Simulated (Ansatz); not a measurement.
# ZnAu: energy less free atoms and pressure against volume scale

Periodic Kohn-Sham DFT of a crystal at fixed atoms, scaled to volume_scale times the given cell; pressure positive in compression, energy less spherical unpolarised free atoms, largest_vzz the field gradient of largest size among the nuclei. The results are calculated, by Ansatz 0.2.0.

The cell before it is scaled or strained (space group Pm-3m, No. 221):
```
CELL_PARAMETERS angstrom
3.14700 0.00000 0.00000
0.00000 3.14700 0.00000
0.00000 0.00000 3.14700
ATOMIC_POSITIONS crystal
Zn 0.50000 0.50000 0.50000
Au 0.00000 0.00000 0.00000
```

Settings of every row: method all-electron LAPW; functional PBEsol; relativity scalar; k mesh 13x13x13; filling fermi-dirac; smearing width 0.05 eV; basis error target 0.5 meV/atom; nucleus gaussian.

Atom start moment: 0 on all atoms.

Limits: no spin-orbit coupling on heavy atoms.

```
row  volume scale  V (Å³/atom)  energy less free atoms (eV/atom)  pressure (GPa)
  1          0.94       14.648                            -2.963            7.11
  2          0.96        14.96                           -2.9733           3.523
  3          0.98       15.272                                 ?               ?
  4          0.99       15.427                           -2.9767          -1.056
  5             1       15.583                            -2.975          -2.393
  6          1.01       15.739                            -2.972          -3.646
  7          1.02       15.895                           -2.9679          -4.819
  8          1.04       16.207                           -2.9564          -6.944
  9          1.06       16.518                           -2.9411          -8.802
```

Question: what energy less free atoms and pressure should row 3 give?

Worked fit of energy less free atoms. Take u = (V_r/V)^(2/3) − 1 with V_r = 15.661 Å³ an atom, which is twice the finite (Eulerian) strain; such expansions in the strain, on which the Birch-Murnaghan equation of state is built, carry the rest volume and the bulk modulus. The shown rows have u = 0.04559, 0.031, 0.01009, 0.00333, -0.00331, -0.00984, -0.02259, -0.03489. Least squares give energy less free atoms = −2.97366 − 0.4455 × u + 14.38 × u² + 11.5 × u³ eV/atom; a parabola predicts inner rows, each left out in turn, worse (root mean square 0.00018 against 2.5e-05 eV/atom). All shown rows lie on it to the printed digit. Its lowest point lies at u = 0.0152, or V = 15.31 Å³ an atom, and the curvature there gives the bulk modulus at fixed shape and fractions, B = (4/9)(1 + u)² E″(u)/V = 143 GPa. The withheld row has u = 0.01691, so the fit gives −2.97366 − 0.4455 × (0.01691) + 14.38 × (0.01691)² + 11.5 × (0.01691)³ = -2.9770 eV/atom.

The calculation gave -2.977 eV/atom. The fit meets it to the printed digit.

Worked fit of pressure. Take u = (V_r/V)^(2/3) − 1 with V_r = 15.661 Å³ an atom, which is twice the finite (Eulerian) strain; such expansions in the strain, on which the Birch-Murnaghan equation of state is built, carry the rest volume and the bulk modulus. The shown rows have u = 0.04559, 0.031, 0.01009, 0.00333, -0.00331, -0.00984, -0.02259, -0.03489. Least squares give pressure = −3.029 + 188.737 × u + 698.76 × u² + 881 × u³ GPa; a parabola predicts inner rows, each left out in turn, worse (root mean square 0.014 against 0.0043 GPa). The rows lie off it by -0.001, 0.003, -0.003, 0.000, 0.000, 0.000, 0.002, -0.001. The pressure vanishes at u = 0.0152, or V = 15.31 Å³ an atom, and there the bulk modulus at fixed shape and fractions is B = −V dP/dV = (2/3)(1 + u) dP/du = 143 GPa. The withheld row has u = 0.01691, so the fit gives −3.029 + 188.737 × (0.01691) + 698.76 × (0.01691)² + 881 × (0.01691)³ = 0.367 GPa.

The calculation gave 0.373 GPa. The fit lies 0.006 GPa (1.6 % of the value, 0.038 % of the column's range) below it; its largest miss of a shown row is 0.003 GPa.
